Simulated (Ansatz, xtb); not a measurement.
CH2FOSi: which of two isomers lies lower

Structure a is `[CH2][Si](=O)F`, a doublet and structure b is `[CH2]O[Si]F`, a doublet. Both are isolated molecules in the gas phase, relaxed with B3LYP/6-31G*; the shapes shown needn't be the lowest conformers.

a (Å):

```xyz
6

C     0.5195   -2.0098   -0.4398
F     1.0268   -0.1467    1.5379
O     1.6909   -2.7421    2.2281
Si    1.1436   -1.7141    1.2402
H     0.5048   -3.0132   -0.8552
H     0.1463   -1.2124   -1.0770
```

b (Å):

```xyz
6

C     0.2483   -1.6874   -1.1072
F    -0.4150    0.4614    0.7892
O     0.1606   -0.4127   -1.5314
Si   -0.1919    1.0279   -0.7269
H     0.4958   -2.4286   -1.8552
H     0.0732   -1.9184   -0.0634
```

Quicker runs give these differences E(b) − E(a): GFN2-xTB +22.4 kcal/mol; HF/STO-3G −28.1 kcal/mol (at GFN2-xTB geometries); r2SCAN-D4/def2-SVP +5.8 kcal/mol (at GFN2-xTB geometries).

Problem. Estimate E(b) − E(a) at the level CCSD(T)/def2-SVP + ΔMP2/def2-TZVPP.

Solution. Calculated at CCSD(T)/def2-SVP + ΔMP2/def2-TZVPP: E(b) − E(a) = +11.2 kcal/mol, so structure a lies lower.

The same difference at several levels:

```
                             level      geometry  E(b) − E(a) (kcal/mol)  departure from the last row (kcal/mol)  job, with rough time for the two
                          GFN2-xTB      GFN2-xTB                     +22.4                                   +11.2               optimisation, 0.1 s
                         HF/STO-3G      GFN2-xTB                     −28.1                                   −39.4              single point, 0.46 s
                r2SCAN-D4/def2-SVP      GFN2-xTB                      +5.8                                    −5.4               single point, 6.6 s
                      B3LYP/6-31G*  B3LYP/6-31G*                      +3.8                                    −7.4                optimisation, 66 s
                       HF/def2-SVP  B3LYP/6-31G*                      +1.4                                    −9.8           part of the CCSD(T) run
                      MP2/def2-SVP  B3LYP/6-31G*                      +9.4                                    −1.8           part of the CCSD(T) run
                  CCSD(T)/def2-SVP  B3LYP/6-31G*                      +3.7                                    −7.5                      single point
CCSD(T)/def2-SVP + ΔMP2/def2-TZVPP  B3LYP/6-31G*                     +11.2                                                        single point, 38 s
```

As drawn, b has 1 C–O, 1 O–Si in place of 1 C–Si, 1 O=Si.

HF/STO-3G puts the two in the other order. The largest departure from CCSD(T)/def2-SVP + ΔMP2/def2-TZVPP is that of HF/STO-3G, 39.4 kcal/mol. The last row adds to CCSD(T) the change of the MP2 difference between the two basis sets, here +7.5 kcal/mol, a large step that makes the value less sure.

With harmonic frequencies from B3LYP/6-31G* (ideal gas, rigid rotor, one conformer each, 298.15 K, 1 atm): on the last row, ΔE + ΔZPE = +11.1, ΔH = +11.3, ΔG = +10.8 kcal/mol.

Open shells are spin-unrestricted, with notable spin contamination under HF/STO-3G. The correlated steps freeze 8 core orbitals. Codes used: Ansatz 0.2.0, xtb 6.7.1; the last row on 1 thread of Arm Neoverse V1 on a shared host.

Every level except HF/STO-3G places the silanone-type radical a below the silylene-type radical b. The preference reflects a competition between silicon oxidation states. In a, tetravalent silicon gains a Si–C bond and a strongly polar Si=O bond, while b keeps a silicon lone pair and gains strong C–O and Si–O single bonds. These contributions largely offset each other, leaving a modest difference that is sensitive to the description of silicon.

The reversal with STO-3G probably stems mainly from its lack of d polarisation functions, which are needed to describe the compact, polar bonding around Si(IV) and matter less for divalent silicon. The further shift towards a in the larger basis fits the same picture. MP2/def2-SVP lies close to the final value, but this suggests error cancellation: higher-order correlation lowers the gap, while basis enlargement raises it. Zero-point and thermal terms barely alter the balance, so the preference is electronic in origin. The energies don't show whether b would persist, since that depends on the barriers to rearrangement.
